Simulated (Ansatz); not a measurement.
# SrO3: pressure and energy above lowest point as volume per atom varies

All results are calculated (Ansatz 0.2.0 development build). Equation of state of a cubic crystal from periodic Kohn-Sham density functional theory without spin; pressure corrected for the finite basis.

Cell of the first row (space group Pm-3m, No. 221):
```
CELL_PARAMETERS angstrom
4.74730 0.00000 0.00000
0.00000 4.74730 0.00000
0.00000 0.00000 4.74730
ATOMIC_POSITIONS crystal
Sr 0.00000 0.00000 0.00000
O 0.50000 0.00000 0.00000
O 0.00000 0.50000 0.00000
O 0.00000 0.00000 0.50000
```

Settings of every row: formula SrO3; structure type ReO3; functional PBE; spin treatment none; k mesh 23x23x23; occupation method fermi-dirac; occupation width 0.061225619 eV; wave cutoff 420 eV; datasets soft-1 PAW; density cutoff ratio 4.

Limits: a cubic model structure, not a phase known at ambient conditions; no spin polarisation, a magnetic state may lie lower.

```
row  volume per atom (Å³)  pressure (GPa)  energy above lowest point (meV/atom)
  1                26.747           1.206                                  6.21
  2                27.316               ?                                     ?
  3                27.885           0.375                                  0.66
  4                28.454          -0.002                                     0
  5                29.024          -0.355                                  0.64
  6                29.593          -0.685                                  2.49
```

Question: what pressure and energy above lowest point should row 2 give?

Worked fit of pressure. Take u = (V_r/V)^(2/3) − 1 with V_r = 28.454 Å³ an atom, which is twice the finite (Eulerian) strain; such expansions in the strain, on which the Birch-Murnaghan equation of state is built, carry the rest volume and the bulk modulus. The shown rows have u = 0.04211, 0.01356, 0, -0.01314, -0.02583. Least squares give pressure = −0.0017 + 27.305 × u + 32.68 × u² GPa; a straight line predicts inner rows, each left out in turn, worse (root mean square 0.018 against 0.00058 GPa). All shown rows lie on it to the printed digit. The pressure vanishes at u = 0.0001, or V = 28.45 Å³ an atom, and there the bulk modulus at fixed shape and fractions is B = −V dP/dV = (2/3)(1 + u) dP/du = 18.2 GPa. The withheld row has u = 0.02758, so the fit gives −0.0017 + 27.305 × (0.02758) + 32.68 × (0.02758)² = 0.776 GPa.

The calculation gave 0.777 GPa. The fit lies 0.001 GPa (0.053 % of the column's range) below it, one unit of the last digit.

Worked fit of energy above lowest point. Take u = (V_r/V)^(2/3) − 1 with V_r = 28.454 Å³ an atom, which is twice the finite (Eulerian) strain; such expansions in the strain, on which the Birch-Murnaghan equation of state is built, carry the rest volume and the bulk modulus. The shown rows have u = 0.04211, 0.01356, 0, -0.01314, -0.02583. Least squares give energy above lowest point = 0.013 − 2.97 × u + 3569.3 × u² meV/atom; a straight line predicts inner rows, each left out in turn, worse (root mean square 2 against 0.044 meV/atom). The rows lie off it by -0.01, 0.03, -0.01, -0.03, 0.02. Its lowest point lies at u = 0.0004, or V = 28.44 Å³ an atom, and the curvature there gives the bulk modulus at fixed shape and fractions, B = (4/9)(1 + u)² E″(u)/V = 17.9 GPa. The withheld row has u = 0.02758, so the fit gives 0.013 − 2.97 × (0.02758) + 3569.3 × (0.02758)² = 2.65 meV/atom.

The calculation gave 2.7 meV/atom. The fit lies 0.05 meV/atom (1.9 % of the value, 0.81 % of the column's range) below it; its largest miss of a shown row is 0.03 meV/atom.
